**Question**

I have a nudged elastic band for a silyl radical taking a hydrogen atom from a hydrogen molecule, $\mathrm{SiH_3 + H_2 \rightarrow SiH_4 + H}$. The band has eleven images: row 1 is the relaxed start, with H₂ beside the radical, and row 11 is the relaxed end, with a free hydrogen atom beside silane. Eight of the rows stand below under letters, and I would like to work out which is which.

Climbing-image nudged elastic band for SiH₃ + H₂ → SiH₄ + H (neutral, doublet), calculated with Ansatz 0.2.0 at the unrestricted PBE-D4/def2-SVP level. Nine images lie between the two relaxed ends, and the convergence limit on the force components is 0.03 eV/Å. Energies are electronic, without zero-point terms. Candidates: 11, 6, 2, 9, 10, 8, 4, 7.

| row | energy over the start (eV) | path length (Å) | band force (eV/Å) |
| --- | --- | --- | --- |
| A | 0.524 | 5.996 | 0.000 |
| B | 0.520 | 6.360 | n/a |
| C | 0.002 | 3.764 | 0.019 |
| D | -0.003 | 2.258 | 0.017 |
| E | 0.005 | 0.753 | 0.009 |
| F | 0.552 | 5.268 | 0.000 |
| G | 0.537 | 5.632 | 0.000 |
| H | 0.058 | 4.516 | 0.001 |

The energy is counted from the start. The path length is the distance travelled along the band, and the band force is the largest force component left on an image when the optimisation stopped. Sorting by path length looks like the easy way out, but I want to know how much the energies alone reveal. And once the rows are in order, does the top of the barrier come early or late in the reaction?

**Answer**

Three sizes of energy are worth remembering here. Along the flat stretch, before any bonds are exchanged, the images differ by only a few thousandths of an eV, exchanging the bonds costs about half an eV, and the way back down from the top to the products is only a few hundredths. The H–H bond itself is worth roughly 4.5 eV, a recalled value, so the barrier is only about an eighth of the bond that breaks. The reason is that the hydrogen atom being transferred starts to bind to silicon while it is still leaving its old partner.

**What the energies settle**

Cover the path length for a moment. B has no band force because the two ends of a band are held fixed, and the only end among the candidates is row 11. Its energy fits too: B lies about half an eV up, whereas the start is zero by definition. So B is row 11.

For the others, assume that the energy goes over a single hump. Past the top it then falls towards B and stays above it, so every row near zero must come before the top. C, D and E fill rows 2, 4 and 6. Their order stays open: D even dips below the start, so the single hump cannot be taken literally at the level of a few thousandths of an eV. H, at 0.058 eV, is the foot of the climb and therefore row 7. That leaves F, G and A for rows 8, 9 and 10.

F is the highest of these, but its number is still open. G and A both lie between B and F in energy, so each could be on the way up or on the way down. Four orders fit a single hump: FGA, GFA, AFG and AGF. Together with the six possible orders of C, D and E, that makes 24 arrangements, and the energies do not choose among them.

The band force looks like a way out, since one might read it as the steepness of the path. It is something else: the pull along the path is projected out, and what remains is the sideways force plus the springs that keep the images apart. H shows the difference well. Its band force is 0.001 eV/Å, although the energy climbs by nearly half an eV in the very next step, whichever of F, G and A comes there. The column tells you how well the band has settled, and it does not order the rows.

**What the path length adds**

Now uncover the path length. Sorting by it gives E, D, C, H, F, G, A, B, and matching this order to the candidates places every row. The spacing provides a check. E lies 0.753 Å from the start, D three times as far, C five times, H six times and F seven times, which makes them rows 2, 4, 6, 7 and 8.

Beyond F the whole multiples stop, because the step shrinks to 0.364 Å. This is the mark of the climbing image. That image feels no springs and moves uphill along the path until it sits on the top, so it divides the band into two parts, each evenly spaced on its own. The change of step therefore picks out F as the climbing image without any use of its energy, and F is also the highest row. All eight assignments are now sure: E is 2, D is 4, C is 6, H is 7, F is 8, G is 9, A is 10 and B is 11.

The rows with their labels:

| row | energy over the start (eV) | path length (Å) | band force (eV/Å) |
| --- | --- | --- | --- |
| 1 | 0.000 | 0.000 | n/a |
| 2 | 0.005 | 0.753 | 0.009 |
| 3 | 0.005 | 1.505 | 0.011 |
| 4 | -0.003 | 2.258 | 0.017 |
| 5 | 0.000 | 3.011 | 0.023 |
| 6 | 0.002 | 3.764 | 0.019 |
| 7 | 0.058 | 4.516 | 0.001 |
| 8 | 0.552 | 5.268 | 0.000 |
| 9 | 0.537 | 5.632 | 0.000 |
| 10 | 0.524 | 5.996 | 0.000 |
| 11 | 0.520 | 6.360 | n/a |

**Early or late?**

The top lies 83 % of the way along the path ($5.268/6.360$), and it is tempting to call it late for that reason. But the path from start to top is 4.6 times as long as the direct displacement of the atoms between these two geometries, which is 1.14 Å. Most of that length is a detour on the flat stretch, where no bonds are exchanged.

From the top to the end the band runs straight, over 1.09 Å. With a straight first part as well, the top would sit near the middle, at $1.14/(1.14+1.09) \approx 0.51$. The same saddle would then look neither early nor late, so its place along the path is a poor measure.

Bond lengths are a better one. At the top, the new Si–H bond is 1.53 Å long, only 0.03 Å longer than at the end. The old H–H distance has grown to 1.57 Å, about twice its value at the start. The new bond is almost finished and the old one is largely broken, so this is a late top.

This also explains why the energies fall into two groups. A late top resembles the products, so little energy is left to lose after it, and G, A and B follow F closely. On the other side, the reactants barely notice each other until the exchange begins, so C, D and E lie together near zero. Nearly all of the change falls in the single step from H to F.

**Why the top is late**

A simple picture uses two energy lines. Let $x$ run from 0, where the transferred hydrogen belongs to H₂, to 1, where it belongs to silicon. If the old bonding pattern is kept, the energy rises as $E_\text{old} = kx$, where $k$ is a steepness. If the new pattern is kept, it falls towards the products as $E_\text{new} = \Delta E + k(1-x)$, where $\Delta E$ is the reaction energy. The two are equal at

$$x = \frac{1}{2} + \frac{\Delta E}{2k}.$$

For an uphill reaction $\Delta E$ is positive, and the crossing moves past the middle towards the products. This is Hammond's rule in its simplest form. In the real molecule the two patterns mix near the crossing, which rounds it off and lowers the barrier. The picture gives the direction of the shift; it does not predict the bond lengths.

The simplest relative of this reaction is $\mathrm{H + H_2 \rightarrow H_2 + H}$. There the bond made and the bond broken are the same, so $\Delta E$ is zero and the top is symmetric, with two equal H–H distances. Put silyl in place of the attacking hydrogen atom and the new bond becomes weaker than the old one, which shifts the top towards the products. The comparison stops there, because a hydrogen atom has no shape that could change during the reaction, and silyl has.

The reaction energy can be estimated from the two bonds alone. Breaking H–H costs about 4.5 eV and making Si–H in silane returns about 4.0 eV, both recalled and rough:

$$\Delta E \approx 4.5 - 4.0 = 0.5\ \text{eV}.$$

The calculation gives 0.520 eV. The estimate was made without using any row of the table, but its inputs are good to about 0.1 eV at best, so the agreement should not be read more finely than that. The recalled bond energies also contain zero-point motion, which the computed energies leave out, and the computed ends are molecules in contact rather than far apart.

So the barrier is mostly the price of exchanging a strong bond for a weaker one: the reaction energy makes up 94 % of it. For a similar hydrogen transfer, compare the two bonds first. The weaker the new bond is relative to the old one, the more uphill the reaction and the later its top should be.

**How far to trust the profile**

The flat stretch may hide an event. At the start, the silicon atom lies on one side of the plane through its own three hydrogens; at the top it lies on the other side. The silyl pyramid has therefore turned inside out, like an umbrella in the wind, somewhere between rows 1 and 8. For a free silyl radical this costs roughly 0.2 eV, again a recalled value, yet the energies show no separate hump. The steep climb from H to F is an unlikely place for it: that step is only 0.752 Å long, too short to hold both the inversion and the stretching of H–H. Most likely the band steps over the inversion between two earlier images, so the true path may have a hump there that the table misses. Geometries of the images in between would confirm it.

The backward barrier deserves the most caution. It is only 0.032 eV, and semilocal functionals such as the one used here tend to put hydrogen-transfer barriers too low, by amounts that can exceed this value. The small basis set and the neglect of zero-point motion matter on the same scale. A higher backward barrier would probably also mean a somewhat less extreme top, with the hydrogen atom closer to its old partner. That the top leans towards the products is the safer conclusion, because it follows from the half eV by which the reaction runs uphill.
